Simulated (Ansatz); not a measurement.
# LiPb: the change of energy above lowest point and pressure with volume scale

Free energy against uniform scaling of the volume at fixed shape and fractions; periodic cell, basis, potentials, k mesh and filling as listed. The results are calculated, by Ansatz 0.2.0.

The cell before it is scaled or strained (space group R-3m, No. 166):
```
CELL_PARAMETERS angstrom
2.49350 1.43960 2.06270
-2.49350 1.43960 2.06270
0.00000 -2.87920 2.06270
ATOMIC_POSITIONS crystal
Li 0.50000 0.50000 0.50000
Pb 0.00000 0.00000 0.00000
```

Settings of every row: functional LDA; dispersion none; potentials PAW; wave cutoff 500 eV; density cutoff 2000 eV; k mesh 7x7x7; k shift 0x0x0; occupations fermi dirac; smearing width 0.1 eV; spin none.

Limits: coarse k mesh, up to 40 meV an atom off; no spin-orbit coupling, which can matter with elements this heavy.

| row | volume scale | V (Å³/atom) | energy above lowest point (meV/atom) | pressure (GPa) |
| --- | --- | --- | --- | --- |
| 1 | 0.92 | 20.436 | 0.3 | 0.67 |
| 2 | 0.9467 | 21.029 | 0 | -0.5 |
| 3 | 0.9733 | 21.62 | 3.8 | -1.51 |
| 4 | 1 | 22.213 | 11 | -2.37 |
| 5 | 1.0267 | 22.806 | ? | ? |
| 6 | 1.0533 | 23.397 | 33.9 | -3.74 |
| 7 | 1.08 | 23.99 | 48.7 | -4.29 |

Question: what energy above lowest point and pressure should row 5 give?

Worked fit of energy above lowest point. Take u = (V_r/V)^(2/3) − 1 with V_r = 21.916 Å³ an atom, which is twice the finite (Eulerian) strain; such expansions in the strain, on which the Birch-Murnaghan equation of state is built, carry the rest volume and the bulk modulus. The shown rows have u = 0.04772, 0.02793, 0.00911, -0.00893, -0.04266, -0.0585. Least squares give energy above lowest point = 7 − 402.9 × u + 5412 × u² + 1903 × u³ meV/atom; a parabola predicts inner rows, each left out in turn, worse (root mean square 0.085 against 0.039 meV/atom). All shown rows lie on it to the printed digit. Its lowest point lies at u = 0.0365, or V = 20.77 Å³ an atom, and the curvature there gives the bulk modulus at fixed shape and fractions, B = (4/9)(1 + u)² E″(u)/V = 41.4 GPa. Letting shape and atoms relax would as a rule lower it, by much in layered, chain or molecular crystals. The withheld row has u = -0.02619, so the fit gives 7 − 402.9 × (-0.02619) + 5412 × (-0.02619)² + 1903 × (-0.02619)³ = 21.2 meV/atom.

The calculation gave 21.2 meV/atom. The fit meets it to the printed digit.

Worked fit of pressure. Take u = (V_r/V)^(2/3) − 1 with V_r = 21.916 Å³ an atom, which is twice the finite (Eulerian) strain; such expansions in the strain, on which the Birch-Murnaghan equation of state is built, carry the rest volume and the bulk modulus. The shown rows have u = 0.04772, 0.02793, 0.00911, -0.00893, -0.04266, -0.0585. Least squares give pressure = −1.954 + 48.14 × u + 142.1 × u² GPa; a straight line predicts inner rows, each left out in turn, worse (root mean square 0.16 against 0.0089 GPa). The rows lie off it by 0.00, 0.00, -0.01, 0.00, 0.01, -0.01. The pressure vanishes at u = 0.0366, or V = 20.76 Å³ an atom, and there the bulk modulus at fixed shape and fractions is B = −V dP/dV = (2/3)(1 + u) dP/du = 40.5 GPa. Letting shape and atoms relax would as a rule lower it, by much in layered, chain or molecular crystals. The withheld row has u = -0.02619, so the fit gives −1.954 + 48.14 × (-0.02619) + 142.1 × (-0.02619)² = -3.12 GPa.

The calculation gave -3.11 GPa. The fit lies 0.01 GPa (0.2 % of the column's range) below it, one unit of the last digit.
